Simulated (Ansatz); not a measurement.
## Rh: the change of pressure and energy above lowest point with volume scale

Free energy against uniform scaling of the volume at fixed shape and fractions; periodic cell, basis, potentials, k mesh and filling as listed. The results are calculated, by Ansatz 0.2.0.

The cell before it is scaled or strained (space group P6_3/mmc, No. 194):
```
cell vectors (Å)
   2.7401     0.0000     0.0000
  -1.3700     2.3730     0.0000
   0.0000     0.0000     4.4432
atoms (fractions of the cell vectors)
Rh  0.66667  0.33333  0.75000
Rh  0.33333  0.66667  0.25000
```

Settings of every row: functional r2SCAN; dispersion none; potentials PAW; wave cutoff 600 eV; density cutoff 2400 eV; k mesh 12x12x7; k shift 0x0x0; occupations cold; smearing width 0.15 eV; spin none.

Limits: coarse k mesh, up to 40 meV an atom off; the cell comes from a prototype or a list of computed structures and needn't be the stable phase.

| row | volume scale | V (Å³/atom) | pressure (GPa) | energy above lowest point (meV/atom) |
| --- | --- | --- | --- | --- |
| 1 | 0.9406 | 13.587 | 3.69 | 0 |
| 2 | 0.9703 | 14.016 | -4.89 | 2 |
| 3 | 1 | 14.445 | -11.97 | 24.9 |
| 4 | 1.0297 | 14.874 | ? | ? |
| 5 | 1.0594 | 15.303 | -22.55 | 119.2 |

Question: what pressure and energy above lowest point should row 4 give?

Worked fit of pressure. Take u = (V_r/V)^(2/3) − 1 with V_r = 14.23 Å³ an atom, which is twice the finite (Eulerian) strain; such expansions in the strain, on which the Birch-Murnaghan equation of state is built, carry the rest volume and the bulk modulus. The shown rows have u = 0.03131, 0.01015, -0.00995, -0.04731. Least squares give pressure = −8.588 + 353.38 × u + 1232.6 × u² GPa; a straight line predicts inner rows, each left out in turn, worse (root mean square 1.2 against 0.032 GPa). The rows lie off it by 0.01, -0.02, 0.01, 0.00. The pressure vanishes at u = 0.0225, or V = 13.76 Å³ an atom, and there the bulk modulus at fixed shape and fractions is B = −V dP/dV = (2/3)(1 + u) dP/du = 279 GPa. Letting shape and atoms relax would as a rule lower it, by much in layered, chain or molecular crystals. The withheld row has u = -0.02908, so the fit gives −8.588 + 353.38 × (-0.02908) + 1232.6 × (-0.02908)² = -17.82 GPa.

The calculation gave -17.79 GPa. The fit lies 0.03 GPa (0.11 % of the column's range) below it; its largest miss of a shown row is 0.02 GPa.

Worked fit of energy above lowest point. Take u = (V_r/V)^(2/3) − 1 with V_r = 14.23 Å³ an atom, which is twice the finite (Eulerian) strain; such expansions in the strain, on which the Birch-Murnaghan equation of state is built, carry the rest volume and the bulk modulus. The shown rows have u = 0.03131, 0.01015, -0.00995, -0.04731. Least squares give energy above lowest point = 11.11 − 1125.1 × u + 24526 × u² meV/atom; a straight line predicts inner rows, each left out in turn, worse (root mean square 24 against 0.43 meV/atom). The rows lie off it by 0.1, -0.2, 0.2, 0.0. Its lowest point lies at u = 0.0229, or V = 13.75 Å³ an atom, and the curvature there gives the bulk modulus at fixed shape and fractions, B = (4/9)(1 + u)² E″(u)/V = 266 GPa. Letting shape and atoms relax would as a rule lower it, by much in layered, chain or molecular crystals. The withheld row has u = -0.02908, so the fit gives 11.11 − 1125.1 × (-0.02908) + 24526 × (-0.02908)² = 64.6 meV/atom.

The calculation gave 65 meV/atom. The fit lies 0.4 meV/atom (0.34 % of the column's range) below it; its largest miss of a shown row is 0.2 meV/atom.
